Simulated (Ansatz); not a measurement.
Pd: energy above lowest point against volume scale

Free energy against uniform scaling of the volume at fixed shape and fractions; periodic cell, basis, potentials, k mesh and filling as listed. The results are calculated, by Ansatz 0.2.0.

The cell before it is scaled or strained (space group Fm-3m, No. 225):
```
CELL_PARAMETERS angstrom
0.00000 1.94650 1.94650
1.94650 0.00000 1.94650
1.94650 1.94650 0.00000
ATOMIC_POSITIONS crystal
Pd 0.00000 0.00000 0.00000
```

Settings of every row: functional PBEsol; dispersion none; potentials all-electron LAPW; k mesh 10x10x10; k shift 0x0x0; occupations cold; smearing width 0.15 eV; spin none.

Limits: coarse k mesh, up to 40 meV an atom off.

```csv
row,volume scale,V (Å³/atom),energy above lowest point (meV/atom)
1,0.94,13.865,21.4
2,0.96,14.16,6.1
3,0.98,14.455,0
4,1,14.75,1.9
5,1.02,15.045,?
6,1.04,15.34,25.8
7,1.06,15.635,46.2
```

Question: what energy above lowest point should row 5 give?

Worked fit of energy above lowest point. Take u = (V_r/V)^(2/3) − 1 with V_r = 14.602 Å³ an atom, which is twice the finite (Eulerian) strain; such expansions in the strain, on which the Birch-Murnaghan equation of state is built, carry the rest volume and the bulk modulus. The shown rows have u = 0.03513, 0.0207, 0.00677, -0.0067, -0.03234, -0.04455. Least squares give energy above lowest point = 0 − 142.5 × u + 20810 × u² + 16485 × u³ meV/atom; a parabola predicts inner rows, each left out in turn, worse (root mean square 0.31 against 0.033 meV/atom). All shown rows lie on it to the printed digit. Its lowest point lies at u = 0.0034, or V = 14.53 Å³ an atom, and the curvature there gives the bulk modulus at fixed shape and fractions, B = (4/9)(1 + u)² E″(u)/V = 207 GPa. The withheld row has u = -0.01973, so the fit gives 0 − 142.5 × (-0.01973) + 20810 × (-0.01973)² + 16485 × (-0.01973)³ = 10.8 meV/atom.

The calculation gave 10.7 meV/atom. The fit lies 0.1 meV/atom (0.22 % of the column's range) above it, one unit of the last digit.
